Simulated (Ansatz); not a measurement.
## Smearing, entropy and the zero-width energy in VN2

Theory: DFT PBE, scalar-relativistic, plane waves, PAW in Ansatz 0.2.0.

```cif
data_structure
_symmetry_space_group_name_H-M 'P 1'
_symmetry_Int_Tables_number 1
_cell_length_a 3.9317
_cell_length_b 3.9317
_cell_length_c 3.9317
_cell_angle_alpha 113.673
_cell_angle_beta 113.673
_cell_angle_gamma 101.359
_cell_volume 46.10
loop_
_atom_site_label
_atom_site_type_symbol
_atom_site_fract_x
_atom_site_fract_y
_atom_site_fract_z
_atom_site_occupancy
V1 V 0.25000 0.25000 0.00000 1
V2 V 0.75000 0.75000 0.00000 1
N1 N 0.11510 0.61510 0.73020 1
N2 N 0.61510 0.88490 0.50000 1
N3 N 0.88490 0.38490 0.26980 1
N4 N 0.38490 0.11510 0.50000 1
```

```
plane-wave cutoff : 420 eV
Γ-centred k-mesh  : 12×12×12
spin treatment    : unpolarised
```

The same metal under several smearings of width σ, on one mesh. F is the free energy, TS the smearing's entropy term for the cell of 6 atoms, and E = F + TS. Gaussian occupations are ½ erfc[(ε − μ)/σ], and N counts both spins.

```
       rule  σ (eV) F − F(narrowest) (meV/atom) TS (meV/cell)
Fermi–Dirac    0.02                        0.000          3.783
Fermi–Dirac     0.5                     -161.688       1957.938
   Gaussian     0.1                       -0.842         13.074
   Gaussian     0.2                       -3.911         47.844
   Gaussian     0.3                       -8.837        105.444
   Gaussian     0.5                      -24.234        286.208
```

Task: For a density of states N (both spins) that is flat over the smeared range, TS = Nσ²/2 (Gaussian) and (π²/3)Nσ² (Fermi–Dirac). What N does each run give?

Result:
```csv
rule,σ (eV),N (states/eV a cell)
Fermi–Dirac,0.02,2.87
Fermi–Dirac,0.5,2.38
Gaussian,0.1,2.61
Gaussian,0.2,2.39
Gaussian,0.3,2.34
Gaussian,0.5,2.29
```

Equal entropy needs σ_Gauss = π√(2/3) σ_FD = 2.57 σ_FD, so a Fermi–Dirac width acts like a Gaussian one 2.57 times as large. At moderate widths N lies between 2.34 and 2.87. The drift shows structure in the density of states within the smeared window (a rise with width points to a dip at the Fermi level, a fall to a peak or a steep flank), or a mesh too coarse for the narrower widths. At the narrowest widths only the few mesh levels within σ of μ count, so N can scatter there.

Task: To second order F = E0 − TS/2 and E = E0 + TS/2. How well does E0 = (E + F)/2 undo the smearing?

Result:
```csv
rule,σ (eV),F − E0(narrowest) (meV/atom),(E + F)/2 − E0(narrowest) (meV/atom)
Fermi–Dirac,0.02,-0.32,0.00
Fermi–Dirac,0.5,-162.00,1.16
Gaussian,0.1,-1.16,-0.07
Gaussian,0.2,-4.23,-0.24
Gaussian,0.3,-9.15,-0.37
Gaussian,0.5,-24.55,-0.70
```

At Gaussian 0.3 eV the free energy is off by -9.15 meV/atom and the mean by -0.37. What remains is of order σ⁴ plus the mesh error of the narrowest run, which is no exact reference. Forces and stress are derivatives of F, not of E0, so they keep the σ² error.

The apparent density of states falls steadily along the Gaussian series, from 2.61 to 2.29, which suggests that the Fermi level sits on a shallow peak or flank, though incomplete k-point convergence could contribute. The Fermi–Dirac run at 0.5 eV breaks the fall with 2.38: its effective window is the widest of all and probably reaches denser bands further from the Fermi level. The coordinates pair the nitrogen atoms at roughly single-bond length, as in a pernitride. Formally this leaves vanadium(IV) with one d electron, so the metallic states are probably vanadium d mixed with N–N π* character.

Averaging E and F works because the quadratic Sommerfeld term enters them with opposite signs. The remainder reflects how the density of states curves across the window, and its change of sign from -0.70 to 1.16 meV/atom between the two broadest runs fits the same picture of denser bands further out. A finite density of states in an unpolarised run doesn't settle whether the metal would develop a moment.
